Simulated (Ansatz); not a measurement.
A family of molecules: the atomisation energy (no zero-point term)

All atoms of one element are swapped for its congeners: CHF2 (difluoromethyl radical) `F[CH]F`; CHBr2 `Br[CH]Br`; CHI2 `I[CH]I`. The Cl member is missing. All are doublets with charge 0.

Shapes, held fixed at every level: PBE0-D4/def2-TZVP. Programs: Ansatz 0.2.0. Values in eV.

```json
{"level": "PBE-D4/def2-TZVPP", "CHF2": "15.12", "CHBr2": "11.29", "CHI2": "10.31"}
{"level": "wB97X-V/def2-TZVPP", "CHF2": "14.35", "CHBr2": "10.57", "CHI2": "9.55"}
{"level": "B2PLYP/def2-TZVPP", "CHF2": "14.19", "CHBr2": "10.41", "CHI2": "9.45"}
{"level": "MP2/def2-SVP", "CHF2": "14.01", "CHBr2": "9.94", "CHI2": "8.79"}
{"level": "CCSD(T)/def2-SVP", "CHF2": "13.48", "CHBr2": "9.68", "CHI2": "8.61"}
{"level": "CCSD(T)/def2-TZVPP", "CHF2": "13.81", "CHBr2": "10.22", "CHI2": "9.30"}
```

At CCSD(T)/def2-TZVPP the atomisation energy falls at every step, from 13.81 to 9.30 eV. Every level shows the same order. Open shells run unrestricted unless RO is named. For atoms past krypton def2 sets carry core potentials with scalar relativity. Relativity is left out for Br unless named. Correlated rows may include outer-core shells of Br, I, which these sets cover unevenly. Spin-orbit coupling, which grows down the group, is left out (summed over each molecule's free atoms 0.04, 0.31, 0.63 eV).

Atomisation energy falls from the fluoride through the bromide to the iodide at every level, mainly because the carbon–halogen bonds weaken. The compact 2p shell of fluorine overlaps well with carbon, and its high electronegativity adds a strong ionic contribution. The larger, more diffuse valence p orbitals of bromine and iodine overlap less well, and their bonds are less polar. The C–H bond is common to all three and probably contributes little to the trend.

Going from the smaller to the larger basis raises the CCSD(T) value in every case, most for CHI2, so the small basis exaggerates the decline. The remaining basis error probably still leaves the molecules underbound, so the higher wB97X-V and B2PLYP values are not in themselves evidence of overbinding. Spin–orbit coupling should steepen the trend, since it stabilises the free heavy-halogen atoms more than the radicals, where bonding largely quenches the orbital momentum. These totals do not give the energy for removing a single halogen, which also depends on the stability of the carbene left behind.
